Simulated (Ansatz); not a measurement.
# Ligand exchange: InH2(CH3) + H2O2 → InH2(OH) + CH4O

Species: InH2(CH3), singlet; H2O2 (hydrogen peroxide) `OO`, singlet; InH2(OH), singlet; CH4O (methanol) `CO`, singlet. The partners trade CH3 for OH: In–CH3 and O–OH bonds give way to In–OH and O–CH3.

Shapes, held fixed at every level: PBE0-D4/def2-TZVP. Flexible molecules stand in one conformer, not always the lowest. Programs: Ansatz 0.2.0. Electronic energies: no zero-point or thermal term.

| level | kind | ΔE (kJ/mol) | less CCSD(T)/def2-TZVPP |
| --- | --- | --- | --- |
| HF/def2-SVP | Hartree–Fock | -318.5 | -20.3 |
| HF/def2-TZVPP | Hartree–Fock | -326.4 | -28.2 |
| PBE-D4/def2-TZVPP | GGA | -283.8 | +14.4 |
| wB97X-V/def2-TZVPP | range-separated hybrid | -296.5 | +1.7 |
| MP2/def2-SVP | perturbation theory | -309.3 | -11.1 |
| MP2/def2-TZVPP | perturbation theory | -312.8 | -14.6 |
| CCSD(T)/def2-TZVPP | coupled cluster or CI | -298.2 | 0.0 |

The highest level, CCSD(T)/def2-TZVPP, gives ΔE = -298.2 kJ/mol; the levels span -326.4 to -283.8. The column of differences is taken from that level and isn't an error. No measured value is set beside it here. For atoms past krypton def2 sets carry core potentials with scalar relativity. Correlated rows may include outer-core shells of In, which these sets cover unevenly.

Exchanging methyl for hydroxide is strongly exothermic at every level, with -298.2 kJ/mol from coupled cluster. Much of the driving force comes from the peroxide: its O–O bond is weak, chiefly because of repulsion between lone pairs on adjacent oxygens, and it gives way to a much stronger C–O bond in methanol. Replacing In–C by the more polar In–O bond adds to this, since oxygen's higher electronegativity strengthens the ionic contribution at the electropositive metal. The reaction energy therefore measures the oxidising power of the peroxide as well as indium's preference for oxygen over carbon, and can't be read as the difference between two indium bond strengths.

The sign is insensitive to the treatment of correlation, but the magnitude is not: Hartree–Fock makes the exchange too exothermic relative to coupled cluster and PBE-D4 not exothermic enough, probably because they describe the correlation-rich O–O bond differently. A large driving force doesn't imply a fast reaction, as no barrier for methyl transfer or O–O cleavage was computed.
